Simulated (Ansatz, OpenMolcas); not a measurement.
# How basis sets differ on SiH2S2 (SMILES S[Si]S)

SiH2S2: 5 atoms, total charge 0, spin state singlet. SMILES: `S[Si]S`. Geometry: relaxed at PBE0-D4/def2-TZVP. This is one conformer, not always the lowest.

Each level gives the HOMO–LUMO gap (eV). The values are calculated.

```tsv
level	kind	program	value (eV)
HF/STO-3G	Hartree–Fock	Ansatz	11.98
HF/3-21G	Hartree–Fock	Ansatz	10.10
HF/def2-SVP	Hartree–Fock	OpenMolcas	10.43
HF/x2c-SVPall (sfX2C)	Hartree–Fock	Ansatz	10.44
HF/def2-SVPD	Hartree–Fock	Ansatz	10.35
```

The values span 10.10 to 11.98 eV. A Hartree–Fock LUMO above zero doesn't converge with the basis: it sinks as sets grow more diffuse. Orbital gaps aren't excitation energies.

The minimal basis is the outlier: STO-3G gives 11.98 eV, while the four split-valence sets lie between 10.10 and 10.44 eV. With a single function per valence orbital, the frontier orbitals cannot adjust their radial extent, and the empty level probably suffers most. The gap does not fall steadily with basis size, since 3-21G lies below def2-SVP, so its low value is no sign of better convergence.

The molecule is a silylene, with divalent silicon between two SH groups. In the singlet, such a centre keeps a lone pair of largely s character and a formally empty 3p orbital, into which the sulfur lone pairs donate. That acceptor orbital is the natural LUMO, and the slight drop from def2-SVP to def2-SVPD suggests a compact valence level rather than a diffuse one. The near-identical def2-SVP and sfX2C values fit the weak scalar relativity expected for third-row valence shells. The gaps alone do not show how much of each shift comes from the HOMO and how much from the LUMO.
